Margin comments on isotropic undercut, etch bias and taper

1. At "the etch is isotropic": the premises

The word hides five assumptions.
(P1) Every exposed element of the film surface recedes along its normal at one speed R, whatever its orientation, curvature, position or age.
(P2) The mask is inert, adheres to the film and ends in a long straight edge.
(P3) The substrate is inert.
(P4) Dissolved material does not return, and fresh etchant fills all space that the film vacates.
(P5) The time T at which the front reaches a point is a continuous function of position with bounded slope throughout the film, the corner at the mask edge included. Physically, the first atomic step exposed at the edge is attacked sideways as well as downwards.

Conventions: z is the depth below the original top surface, 0 ≤ z ≤ d, and x runs along the surface, normal to the edge. The opening is x ≤ 0, the masked side x > 0. The etch length is s = Rt. The undercut u(z) is the horizontal distance from the mask edge to the wall at depth z. Wall angles are measured from the plane of the substrate, so that 90° is vertical.

2. From normal speed to an equation

The front at time t is the curve T(x,z) = t. A point r(t) that rides on it obeys T(r(t)) = t, and differentiation gives ∇T·dr/dt = 1. The unit normal into the solid is n = ∇T/|∇T|, so the normal speed n·dr/dt equals 1/|∇T|. P1 then reads

|∇T| = 1/R.   (1)

This is the eikonal equation of ray optics, with 1/R in the place of the slowness of light. The construction of Huygens applies for this reason alone; no wave is involved.

3. Why the rays are straight

Follow a curve tangent to n = R∇T, with arc length σ. Then dn/dσ = (n·∇)n = R²(∇T·∇)∇T. Mixed second derivatives commute, so (∇T·∇)∇T = ½∇|∇T|², which vanishes by (1). The normal is constant along the curve, which is therefore a straight line, and along it dT/dσ = n·∇T = 1/R.

4. Why the envelope, and which solution of (1)

Equation (1) has many solutions. Two statements select one. Call a source any point Q that is laid open from outside at a time T₀(Q).

Nothing lags. The film is a slab, a convex region, so the segment from Q to any point P lies inside it. Along the segment T cannot rise faster than |∇T| = 1/R, and by P5 it has no jumps. Hence T(P) ≤ T₀(Q) + |PQ|/R for every Q.

Nothing leads. Trace the ray through P backwards. T falls at the rate 1/R and cannot go below zero, so the ray has a starting point. It cannot start in the interior, where the front always came from an earlier front, nor on a sealed interface, where nothing is exposed unless the front has arrived through the film. It starts at a source, and for this source the inequality is an equality. Together:

T(P) = min over Q of [T₀(Q) + |PQ|/R].   (2)

The region removed at time t is thus the union of discs of radius R(t − T₀) about the sources, cut off by the two faces of the slab, and the front is its boundary. Where two rays reach a point together the minimum has a kink and both rays end there, as P4 requires.

5. The arc comes from an end point, not from the envelope condition

With a sealed mask the sources are (ξ,0), ξ ≤ 0, T₀ = 0. The circles are G = (x − ξ)² + z² − s² = 0. The envelope condition ∂G/∂ξ = 0 gives ξ = x and then z = s, the flat floor. It can be met only for x ≤ 0. For x > 0 the distance to (ξ,0) decreases all the way up to the last allowed source, so the minimum in (2) sits at the end of the interval, ξ = 0:

T = z/R for x ≤ 0,  T = √(x² + z²)/R for x > 0.   (3)

All rays under the mask fan out of the edge. The wall is an arc of radius s centred on the mask edge at the top surface:

u(z) = √(s² − z²),  0 ≤ z ≤ min(s,d).   (4)

6. What changes when the substrate is reached: nothing

The floor clears at t = d/R, that is s = d. The bared substrate is no new source. A point S on it was itself reached by a ray from some Q, and the triangle inequality |PQ| ≤ |PS| + |SQ| shows that the detour over S is never shorter. The substrate only cuts off the circle. For s ≥ d,

u_top = s,  u_foot = √(s² − d²).   (5)

The normal of the arc is radial, n = (x,z)/s, and the angle α of a wall to the horizontal equals the angle of its normal to the vertical:

cos α = z/s.   (6)

The wall meets the mask at 90° and the substrate at cos α = d/s. At clearing it runs out tangentially, α = 0.

7. At "the bias is 2d": at which depth?

The bias B is the width by which an opening in the film exceeds the opening in the mask, equal to the width lost by a line. Two edges contribute, so B(z) = 2u(z). At clearing (5) gives B_top = 2d and B_foot = 0. The familiar 2d is the value directly under the mask. The average over depth, which measures the cross-section lost, follows from integrating (4):

ū = (1/d)∫₀^d √(s² − z²) dz = ½√(s² − d²) + (s²/2d) arcsin(d/s).   (7)

At clearing ū = πd/4 and the mean bias is πd/2. The horizontal extent of the wall, expanded in d/s, is

u_top − u_foot = d²/(2s) + d⁴/(8s³) + …   (8)

Overetch steepens the wall only as 1/s, while the bias grows as 2s.

8. Why one does not stop at clearing

Differentiating (5),

∂u_top/∂s = 1,  ∂u_foot/∂s = s/√(s² − d²) = 1/sin α_foot,  ∂u_foot/∂d = −d/√(s² − d²).   (9)

The last two diverge as s → d: at clearing a small spread in rate or thickness decides between residue and a foot that has moved far. Overetch buys control of the foot at the price of bias. A speed 1/sin α times R is no violation of P1. It belongs to the intersection of front and substrate, and no material point moves at it.

9. Finite features and plan view

Equation (2) holds in three dimensions with spheres. The squared distance from a point at depth z to the nearest source is ρ² + z², where ρ is the distance in plan to the opening. The outline at depth z is therefore the set ρ = u(z). The corner of a rectangular opening is rounded to radius u(z), since a fan issues from it. The corner of a rectangular island of film stays sharp, since two straight walls intersect there in a kink. The width of the opening does not enter (4), so the ideal bias is the same for all sizes. A masked line of width W keeps a flat top only while W > 2s. Beyond that the two arcs meet on the centre line in a ridge at depth √(s² − W²/4), and the mask has lost its support.

10. The interface that opens: the minimisation

Replace adhesion in P2 by
(P2′) the interface point (ξ,0), ξ > 0, is laid open at T₀ = ξ/v with constant v, and the gap behind the tip carries fresh etchant.
The cause may be resist lifting, a mask edge that recedes, or a very thin top layer that etches at speed v. For x > 0 the old sources ξ < 0 remain worse than ξ = 0, so (2) asks for the minimum over ξ ≥ 0 of

g(ξ) = ξ/v + ρ/R,  ρ = √((x − ξ)² + z²).   (10)

Its derivatives are g′ = 1/v − (x − ξ)/(Rρ) and g″ = z²/(Rρ³) > 0. Since g is convex, the minimum lies at ξ = 0 if g′(0) ≥ 0 and at the single zero of g′ otherwise, where g′(0) = 1/v − x/(Rr) and r = √(x² + z²).

Case v ≤ R. Because x/r ≤ 1, g′(0) ≥ 1/v − 1/R ≥ 0 everywhere. The arc (4) stands: the film dissolves away from the interface before the interface can open. This is the origin of the threshold v > R.

Case v > R. Define θ between 0 and 90° by

sin θ = R/v.   (11)

Then g′(0) < 0 where x/r > sin θ, that is x > z tan θ. There g′ = 0 means (x − ξ)/ρ = sin θ, so x − ξ = z tan θ and ρ = z/cos θ. Insert these in (10) and multiply by R:

RT = (x − z tan θ) sin θ + z/cos θ = x sin θ + z(1 − sin²θ)/cos θ = x sin θ + z cos θ.   (12)

T is linear, so the front is a straight line with normal (sin θ, cos θ), inclined at θ to the horizontal. Setting T = t,

u(z) = vt − z cot θ.   (13)

In a time t the tip runs vt along the interface and the wall moves Rt along its normal; these are the hypotenuse and the side opposite θ. The sine belongs to isotropic etching. If material were removed only vertically behind a receding edge, the depth would be z = R(t − x/v) and the rule tan θ = R/v. The two agree only for shallow tapers. Relation (11) is also Snell's condition for the critical angle between a fast skin and a slow bulk.

11. The wall is not straight at once

Solution (12) holds for x > z tan θ only. Below that ray the arc survives. The line and the circle meet on the ray at (s sin θ, s cos θ), where the radial normal equals (sin θ, cos θ), so they join without a kink. The wall is straight down to the depth s cos θ. At clearing this is d cos θ, less than d, and the foot is still at x = 0 with zero slope. The wall is straight through the whole film once

s ≥ d/cos θ,   (14)

an overetch s/d − 1 of at least 1/cos θ − 1, which grows without bound as v → R. The undercuts are

u_top = vt = s/sin θ at all times,
u_foot = √(s² − d²) for d ≤ s ≤ d/cos θ,
u_foot = (s − d cos θ)/sin θ for s ≥ d/cos θ.   (15)

Both forms of u_foot give d tan θ at the join. The bias at clearing becomes 2d/sin θ = 2dv/R at the top and stays zero at the foot. Once (14) holds the wall translates rigidly at speed v, its extent is d cot θ, and ∂u/∂s = 1/sin θ at every depth. The foot angle follows (6) up to θ and is then locked.

The mirror case is a fast lower interface under a sealed mask. By (9) the foot moves at R/sin α, which falls to v at α = θ, again at s = d/cos θ. From then on the path down from the edge at θ to the vertical, along the substrate at v and up again at θ gives RT = x sin θ + (2d − z) cos θ, which wins near the substrate: an overhanging notch.

12. Range of validity

The estimates use the chromium case of note 13, at 295 K where kT = 0.0254 eV.

Drift in time. If R = R(t) uniformly, (3) to (9) hold with s = ∫R dt. The straight taper needs v/R constant. If v falls as the gap lengthens and R is constant, each ray carries the angle (11) of the moment at which it left the interface, and the wall curves, steepening towards the tip.

Transport. A steady flux J over a diffusion length L depletes the oxidant by Δc/c = JL/(Dc), with J = mR/Ω for m oxidant ions per atom of volume Ω. Inputs, all approximate: bcc lattice constant a = 2.88 Å, so Ω = a³/2 = 11.9 Å³; m = 3; R = 1.5 nm/s; D = 5×10⁸ nm²/s; c = 0.3 mol/L = 0.18 nm⁻³. Then J = 3.8×10² nm⁻² s⁻¹. Across the profile, L = 100 nm, the depletion is 4×10⁻⁴, so in an open groove the shape is safe. Across a boundary layer of assumed thickness 5×10⁴ nm above a large open area it is 0.2. For a rate proportional to c, a loss of 20 % turns s = 130 nm into 104 nm and u_foot = 83 nm into 29 nm. Loading leaves the formulas intact but makes s depend on the local pattern, and it rivals the effect itself. A larger m raises both estimates in proportion. The narrow gap assumed in P2′ is not covered by this estimate.

Curvature. On the concave arc the chemical potential of the metal is lowered by γΩ/r (Gibbs–Thomson). If a fraction β ≤ 1 of this shift enters the barrier, the rate is multiplied by exp(−βℓ/r) with ℓ = γΩ/kT. A nearest-neighbour bond count gives the scale. The compiled cohesive energy of chromium, 4.1 eV/atom (Kittel 2005), is shared among four bonds per atom, 1.025 eV each. Cleaving along (110) cuts two bonds per atom of the plane and makes two surfaces, so each surface atom costs one bond energy. The area per atom is Ω divided by the plane spacing a/√2 = 2.04 Å, hence γΩ = 2.1 eV Å and ℓ = 8 nm. With β = 1 the rate at r = 100 nm drops by 8 %. The extra etch length for a free arc to grow from r₀ to s is ∫[exp(βℓ/r) − 1] dr, to leading order βℓ ln(s/r₀). The arc (4) starts at r = 0, where the integral diverges and the continuum shift has no meaning, so r₀ has to be assumed. For β = 1 and s = 130 nm, r₀ = 30 nm, the scale of a grain, gives 13 nm or 10 % of the top undercut, and r₀ = 10 nm, the scale of ℓ, gives 24 nm or 18 %. The foot magnifies such a lag: taken off the radius in (5), 13 and 24 nm move u_foot from 83 nm to 61 and 35 nm, losses of 27 and 58 %. These figures set a scale and no bound. The lag below r₀ is left out, which makes them too small. The inputs push the other way: bond counting tends to overestimate γ of a metal, contact with the liquid lowers γ, and β is near zero if reduction of the oxidant limits the rate. The theory needs a lag small against s for the top and small against s − d for the foot.

Texture. A single crystal is not isotropic; a fine-grained film is so only on average over grains, typically some tens of nm wide in sputtered chromium, and the wall is rough on that scale. If columnar growth makes the normal speed √(Rx²nx² + Rz²nz²), the discs become ellipses, T = √(x²/Rx² + z²/Rz²) under the mask, and the top bias at clearing is 2dRx/Rz.

Layering. If R depends on z, rays bend so that sin α/R is constant along each, and the wall is no longer an arc. A fast top layer of finite thickness h gives (11) in the film below it, with offsets of order h.

13. Numbers for chromium on a photomask blank

The "quartz" of a mask blank is fused silica, a glass. It enters only through P3, which an acidic cerium(IV) etchant typically respects, and no constant of crystalline quartz appears in the result. Illustrative inputs of typical size: d = 100 nm, R = 1.5 nm/s. Clearing takes 67 s. With a sealed resist, (5), (6), (7) and (9) give, lengths in nm:

overetch | u_top | ū | u_foot | α_foot | ∂u_foot/∂s
0 % | 100 | 79 | 0 | 0° | infinite
10 % | 110 | 92 | 46 | 25° | 2.4
30 % | 130 | 116 | 83 | 40° | 1.6
50 % | 150 | 138 | 112 | 48° | 1.3

At 30 % overetch, 87 s, the model's bias is 260 nm at the top, 231 nm on average and 166 nm at the foot. With an assumed activation energy of 0.4 eV the Arrhenius slope Ea/kT² is 5.3 % per kelvin, so in a timed etch one kelvin shifts the bias by 14 nm at the top and 22 nm at the foot.

Let the resist interface open at v = 3.0 nm/s. Then sin θ = 1/2 and θ = 30°, where the tangent rule would give 27°. At clearing the wall is straight to a depth of 87 nm. Condition (14) asks for s ≥ 115 nm, an overetch of 15 %, which s = 130 nm meets. The top undercut is 260 nm, the wall extends over 173 nm and the foot undercut is 87 nm, so the bias is 520 nm at the top and 174 nm at the foot. The top has doubled while the foot has moved by 4 nm. For v = 1.8 nm/s, θ = 56°, (14) asks for 181 nm, and at s = 130 nm the taper reaches a depth of only 72 nm: the top undercut is 156 nm and the foot remains at 83 nm. An inspection that sees only the foot would miss the loss of adhesion altogether.

These are the model's numbers. For the sealed resist at 30 % overetch, curvature with β = 1 would lower them by the estimated 10 to 18 % at the top and 27 to 58 % at the foot, less for smaller β, and loading acts in the same direction with comparable size. As typical knowledge and not as a measurement, wet-etched chrome masks of this thickness show a bias of roughly 100 to 200 nm in optical readings, which weight the foot, since a few tens of nm of chromium already absorb most of the light. The model's 166 nm falls in that range, which is a weak test given the sensitivity of the foot, its top value lies a factor 1.3 to 2.6 above it, and commercial films, graded in composition under an antireflective oxide cap, usually etch to walls steeper than the 40° of the homogeneous arc.